# Reading $L$, $S$ and $D$ of a Si diode base from three optical data

Three steady-state optical quantities of a bifacial n⁺p diode fix the diffusion length $L$, the rear recombination velocity $S$ and the diffusivity $D$ of electrons in its base. The link between data and parameters is variation of parameters, so the page starts with that method.

## 1. Variation of parameters

Let $y_1, y_2$ be independent solutions of $y''+p\,y'+q\,y=0$, with Wronskian $W=y_1y_2'-y_1'y_2$. Abel's identity $W'=-pW$ gives $W\propto e^{-\int p\,dx}$, so $W$ has no zero where $p$ is regular. For

$$y''+p\,y'+q\,y=f$$

(coefficient of $y''$ equal to one) set $y=c_1y_1+c_2y_2$ with functions $c_1, c_2$, and impose $c_1'y_1+c_2'y_2=0$. Then $y'=c_1y_1'+c_2y_2'$, and the equation reduces to $c_1'y_1'+c_2'y_2'=f$. These two linear equations have determinant $W$, so $c_1'=-y_2f/W$, $c_2'=y_1f/W$, and

$$y=-y_1\int\frac{y_2f}{W}\,dx+y_2\int\frac{y_1f}{W}\,dx .$$

The integration constants add homogeneous solutions. In the complex plane the integrals do not depend on the path inside a simply connected region where $p,q,f$ are analytic. On an interval $[x_0,x_1]$ take $y_1$ to obey the homogeneous boundary condition at $x_0$ and $y_2$ the one at $x_1$, and write

$$y(x)=y_1(x)\int_x^{x_1}\frac{y_2f}{W}\,dx'+y_2(x)\int_{x_0}^{x}\frac{y_1f}{W}\,dx' .$$

At $x_0$ both $y$ and $y'$ are the same multiple of $y_1$ and $y_1'$, and likewise for $y_2$ at $x_1$, so both conditions hold.

**A test with a non-constant Wronskian.** Take a hydrogenic 1s state $\psi_0\propto e^{-Zr}$ (atomic units, fixed nucleus, non-relativistic) and the perturbation $Fz$. The Dalgarno–Lewis form $\psi_1=F\,g(r)\cos\theta\,\psi_0$ turns $(H_0-E_0)\psi_1=-Fz\psi_0$ into

$$g''+\left(\frac2r-2Z\right)g'-\frac{2}{r^2}g=2r .$$

With $P=1+2Zr+2Z^2r^2$, the solution $y_1=(e^{2Zr}-P)/r^2=\tfrac43Z^3r\,{}_1F_1(1;4;2Zr)$ is regular at the origin, $y_2=P/r^2$ is bounded at infinity, and $W=-4Z^3e^{2Zr}/r^2$. The interval formula on $[0,\infty)$ gives $g=-(r/Z^2+r^2/2Z)$. With $\langle r^2\rangle=3/Z^2$ and $\langle r^3\rangle=15/2Z^3$, the second-order energy is $E_2=\tfrac13F^2\langle rg\rangle=-9F^2/4Z^4$. Since $E_2=-\tfrac12\alpha_dF^2$, the polarisability volume is $9a_0^3/2Z^4$, and in SI $\alpha_d=4\pi\varepsilon_0\cdot 9a_0^3/2Z^4$.

## 2. The base of the diode

The quasi-neutral p-type base runs from the depletion edge $x=0$ to the rear surface $x=H$. We assume low injection, uniform doping, no field, constant $D$ and lifetime $\tau$, planar surfaces, one pass of the light, and short circuit. The excess electron density obeys

$$n''-\frac{n}{L^2}=-\frac{G(x)}{D},\qquad L^2=D\tau,\qquad n(0)=0,\qquad -D\,n'(H)=S\,n(H).$$

For a photon flux $\Phi$ entering the base, $G=\alpha\Phi e^{-\alpha x}$ from the front and $G=\alpha\Phi e^{-\alpha(H-x)}$ from the rear. We use

$$t=x/H,\quad a=\alpha H,\quad h=H/L,\quad b=SH/D,\quad E=e^{-a},$$

and a dot for $d/dt$. The homogeneous solutions are $y_1=\sinh ht$, which vanishes at the junction, and

$$y_2=\phi(t)=\phi_H\left[\cosh h(1-t)+\frac bh\sinh h(1-t)\right],\qquad \phi_H=\frac{1}{\cosh h+(b/h)\sinh h},$$

which satisfies $\dot\phi(1)=-b\,\phi(1)$ and $\phi(0)=1$. Here $p=0$, so $W$ is constant, and at $t=0$ it equals $-h$. The source in the variable $t$ is $f=-H^2G/D$, hence

$$n(t)=\frac{H^2}{Dh}\left[\sinh ht\int_t^1\phi\,G\,dt'+\phi(t)\int_0^t\sinh ht'\,G\,dt'\right].$$

The flux into the junction is $D\,dn/dx$ at $x=0$, which is $H\int_0^1\phi\,G\,dt$. So $\phi$ is the collection probability of a carrier made at depth $t$. Its slope at the junction defines

$$\kappa=-\dot\phi(0)=(b\cosh h+h\sinh h)\,\phi_H=H/L_{\rm eff}.$$

With $\gamma=a/(a^2-h^2)$ the integrals give the two profiles

$$n_f=\frac{\Phi H\gamma}{D}\left[\phi-e^{-at}-E(a-b)\phi_H\frac{\sinh ht}{h}\right],$$

$$n_r=\frac{\Phi H\gamma}{D}\left[(a+b)\phi_H\frac{\sinh ht}{h}-e^{-a(1-t)}+E\phi\right].$$

At $a=h$ the brackets vanish together with $a^2-h^2$. The point is a removable singularity: a term $t\,e^{\mp at}$ appears, and the integral form needs no special case. The base quantum efficiencies (electrons collected per photon entering the base) are

$$\eta_f=\gamma\left[a-\kappa-E(a-b)\phi_H\right],\qquad \eta_r=\gamma\left[(a+b)\phi_H-E(a+\kappa)\right].$$

Both depend on $L$ and $S/D$ alone. No set of steady-state quantum efficiencies can separate $D$ from $\tau$ or $S$. The amplitude of the profile scales as $1/D$ and supplies the missing scale. Integrating $n_r$, using $\int_0^1\phi\,dt=(\kappa-b\phi_H)/h^2$ and eliminating $b$ with the expression for $\eta_r$, the sheet density under rear light is

$$N=\frac{\Phi H^2}{D}\,\nu,\qquad \nu=\eta_r\,c+\gamma\left[aEc+E\,\frac{\sinh h}{h}-\frac{1-E}{a}\right],\qquad c=\frac{\cosh h-1}{h^2}.$$

## 3. The data

The values below were made for this exercise from the model above and rounded as data are. They are not measurements on a device.

| quantity | value | standard uncertainty |
|---|---|---|
| $\eta_f$, front light | 0.898 | 0.003 |
| $\eta_r$, rear light | 0.607 | 0.003 |
| $N$ at $\Phi=1.00\times10^{17}$ cm⁻² s⁻¹, rear light | $4.3\times10^{11}$ cm⁻² | $0.2\times10^{11}$ cm⁻² |

$N$ stands for a calibrated luminescence or free-carrier absorption signal at short circuit. Only $N/\Phi$ enters, and its uncertainty includes the flux calibration. The assumed inputs are $H=200$ µm (treated as exact), acceptor density $N_A=1.5\times10^{16}$ cm⁻³, and $\alpha=300$ cm⁻¹ with 2 % uncertainty, a typical value for Si near 900 nm at room temperature. The photon energy of 1.38 eV lies above the fundamental gap of 1.12 eV (compiled value, Wing 2021) and far below the direct gap of 3.35 eV (compiled value, Tiago 2004), so absorption is indirect and the absorption depth $1/\alpha=33$ µm is a sizeable part of the base. The flux corresponds to 22 mW/cm². Thus $a=6$ and $E=2.48\times10^{-3}$.

Wanted: $L$, $S$, $D$ and $\tau$.

## 4. Inversion

**Step 1: one equation for $h$.** Written from the junction side, $\phi=\cosh ht-\kappa\,\sinh(ht)/h$. For fixed $h$ both efficiencies are therefore linear in $\kappa$, and each can be solved for it:

$$\kappa_f(h)=\frac{a-E(a\cosh h+h\sinh h)-\eta_f/\gamma}{1-E\,[\cosh h+a\sinh(h)/h]},$$

$$\kappa_r(h)=\frac{a\cosh h-h\sinh h-aE-\eta_r/\gamma}{a\sinh(h)/h-\cosh h+E}.$$

The solution is the root of $\Delta(h)=\kappa_f-\kappa_r$. Unrounded values are carried from here on.

| $h$ | $\kappa_f$ | $\kappa_r$ | $\Delta$ |
|---|---|---|---|
| 0.6 | 0.660 | 0.600 | 0.0596 |
| 0.8 | 0.700 | 0.699 | 0.0012 |
| 1.0 | 0.752 | 0.822 | $-0.0698$ |

The root is $h=0.8035$ with $\kappa=0.7008$. This means $L=249$ µm and $L_{\rm eff}=285$ µm.

**Step 2: the rear surface.** Continue $\phi$ to $t=1$:

$$\phi_H=\cosh h-\kappa\,\frac{\sinh h}{h}=0.562,\qquad b=\frac{\kappa\cosh h-h\sinh h}{\phi_H}=0.395 .$$

Hence $S/D=b/H=19.8$ cm⁻¹.

**Step 3: the scale.** At the root $c=0.5275$ and $\gamma=0.1697$, which give $\nu=0.2938$. Then

$$D=\frac{\Phi H^2\nu}{N}=27.3\ {\rm cm^2/s},\qquad \tau=\frac{L^2}{D}=22.7\ \mu{\rm s},\qquad S=\frac{bD}{H}=540\ {\rm cm/s}.$$

**The inferred profile.** Under rear light $n_r$ rises from zero at the junction, almost as $\sinh(x/L)$, to a maximum of $3.7\times10^{13}$ cm⁻³ at $x=192$ µm, and bends down over the last few micrometres towards the recombining surface. The maximum is 0.25 % of $N_A$, so low injection holds. The carriers must balance: of the fraction $1-E=0.998$ of photons absorbed, 0.607 is collected, $N/\tau\Phi=h^2\nu=0.190$ recombines in the bulk and $S\,n_r(H)/\Phi=0.201$ at the rear. Bulk and surface losses are nearly equal in this case. The balance is an identity of the model and tests the arithmetic only. Three data for three unknowns leave no residual with which to test the model itself; a further wavelength would supply one.

## 5. Uniqueness

**Claim.** At most one pair $(h,b)$ with $h\ge0$, $b\ge0$ reproduces $(\eta_f,\eta_r)$.

Suppose two pairs do, with collection probabilities $\phi_1,\phi_2$, both positive on $[0,1]$ and equal to one at $t=0$. Their difference $\delta=\phi_1-\phi_2$ satisfies $\int_0^1e^{-at}\delta\,dt=\int_0^1e^{at}\delta\,dt=0$. For the ratio $\rho=\phi_1/\phi_2$, the Wronskian of the two functions is $\phi_2^2\dot\rho$, and

$$\frac{d}{dt}\left(\phi_2^2\dot\rho\right)=\ddot\phi_1\phi_2-\phi_1\ddot\phi_2=(h_1^2-h_2^2)\,\phi_1\phi_2 .$$

If $h_1\ne h_2$ the right side has one sign, $\dot\rho$ has at most one zero, and $\rho-1$ has at most two, one of which is $t=0$. If $h_1=h_2$, then $\rho$ is strictly monotonic or constant. Unless $\delta\equiv0$, it therefore changes sign at most once inside the interval. With no sign change the first integral cannot vanish. With a sign change at $t_0$, the function $\sinh a(t-t_0)$ is a combination of the two weights, so $\int\delta\,\sinh a(t-t_0)\,dt$ must be zero, yet its integrand has one sign. Hence $\delta\equiv0$, which gives $h_1=h_2$ and $b_1=b_2$. $D$ then follows uniquely, because $\nu>0$ is fixed. The same argument covers two front measurements at different $\alpha$, since a combination of two different exponentials can be made to change sign exactly once, at $t_0$.

**Existence** is restricted. $\eta_r$ falls with both $h$ and $b$, so the pairs with $\eta_r=0.607$ form one curve, along which $\eta_f$ is monotonic by the claim. At the end $S=0$ one finds $L=178$ µm and $\eta_f=0.878$. At the end $L\to\infty$ one finds $\eta_f=0.921$. A front value outside this window means that the model or a calibration is wrong. Inside it, everything from a perfect rear surface to a perfect bulk is spread over a width of only 0.043, which is why the problem is unique but not well conditioned.

## 6. How errors carry through

At the root $\partial\kappa_f/\partial\eta_f=-6.01$, $\partial\kappa_r/\partial\eta_r=-1.11$ and $d\Delta/dh=-0.327$. Differentiating $\Delta=0$ gives

$$\frac{\partial h}{\partial\eta_f}=-18.4,\qquad\frac{\partial h}{\partial\eta_r}=3.38 .$$

The front datum is amplified twice. For strong absorption $1-\eta_f\approx\kappa/a$, so an error in $\eta_f$ reaches $\kappa_f$ multiplied by about $a$, and the two curves $\kappa_f(h)$, $\kappa_r(h)$ cross at a shallow angle. The positive sign of the second derivative deserves a note: at nearly fixed slope $\kappa$, a larger rear response needs a more strongly curved $\phi$, and $\ddot\phi=h^2\phi$ then asks for a shorter $L$, compensated by a smaller $S$.

Carrying each shift through steps 2 and 3 to first order gives the relative changes in per cent for an increase of each input by one standard uncertainty.

| input raised | $L$ | $S/D$ | $D$ | $\tau$ | $S$ |
|---|---|---|---|---|---|
| $\eta_f$ by 0.003 | 6.9 | 15.5 | $-0.8$ | 14.5 | 14.7 |
| $\eta_r$ by 0.003 | $-1.3$ | $-5.5$ | 0.7 | $-3.2$ | $-4.8$ |
| $N$ by $0.2\times10^{11}$ cm⁻² | 0 | 0 | $-4.7$ | 4.7 | $-4.7$ |
| $\alpha$ by 2 % | $-4.7$ | $-11.3$ | 0.8 | $-10.2$ | $-10.5$ |
| in quadrature | 8.4 | 20.0 | 4.8 | 18.6 | 19.3 |

In every row that moves $L$, it and $S/D$ move the same way: the data pin the sum of bulk and rear losses better than its division, so the two results are strongly correlated and should be quoted together. $D$ is nearly blind to the efficiencies, because $\nu$ depends weakly on $h$, and its uncertainty is essentially that of $N/\Phi$. The absorption coefficient matters almost as much as $\eta_f$, so repeating the current measurement does not help beyond the point where $\alpha$ dominates. Second-order terms are smaller than the entries by a factor of the order of $\delta h/h$, so the last digit of the larger entries is indicative only.

Two effects outside the base equation compete with the 0.003 on $\eta_f$.

- **Light absorbed before the base.** With the static dielectric constant 11.7 (compiled value, Ioffe Institute) and an assumed built-in voltage $V_{bi}=0.9$ V, the one-sided depletion width $\sqrt{2\varepsilon V_{bi}/qN_A}$ is 0.28 µm. An assumed emitter of 0.30 µm makes $w=0.58$ µm and $\alpha w=0.017$. If carriers made there are all collected, the internal quantum efficiency of the whole diode is $1-e^{-\alpha w}(1-\eta_f)$, which exceeds $\eta_f$ by 0.0018. Taking it for $\eta_f$ would raise $L$ by about 4 %. The tabulated $\eta_f$ is meant as corrected for this.
- **Second pass.** The refractive index $\sqrt{11.85}$ from the high-frequency dielectric constant (compiled value, Skelton 2020), used as an approximation at 900 nm, gives a bare Si–air reflectance $R=0.30$. Light reflected at the far face adds $ER\,\eta_r=4.5\times10^{-4}$ to $\eta_f$ and about $ER\,\eta_f=6.7\times10^{-4}$ to $\eta_r$. The first raises $L$ by about 1 %, well inside the uncertainty. At longer wavelengths $E$ grows quickly, and the reflected exponential must be added to $G$; the integral form of $n(t)$ accepts it unchanged.

## 7. Result

The model's parameters for these data are

$$L=249\pm21\ \mu{\rm m},\quad D=27.3\pm1.3\ {\rm cm^2/s},\quad \tau=23\pm4\ \mu{\rm s},\quad S=(5.4\pm1.0)\times10^2\ {\rm cm/s}.$$

The data were chosen so that these fall in the typical range for a p-type base of this doping: $D$ of roughly 25 to 30 cm²/s, and an effective $S$ of several hundred cm/s for a moderately passivated rear. Landing there is no test of the method, and $\tau$ and $S$ of real wafers vary by orders of magnitude with material and processing. For a rear with a contact grid, $S$ is an area-averaged effective value, meaningful only as far as the one-dimensional model holds.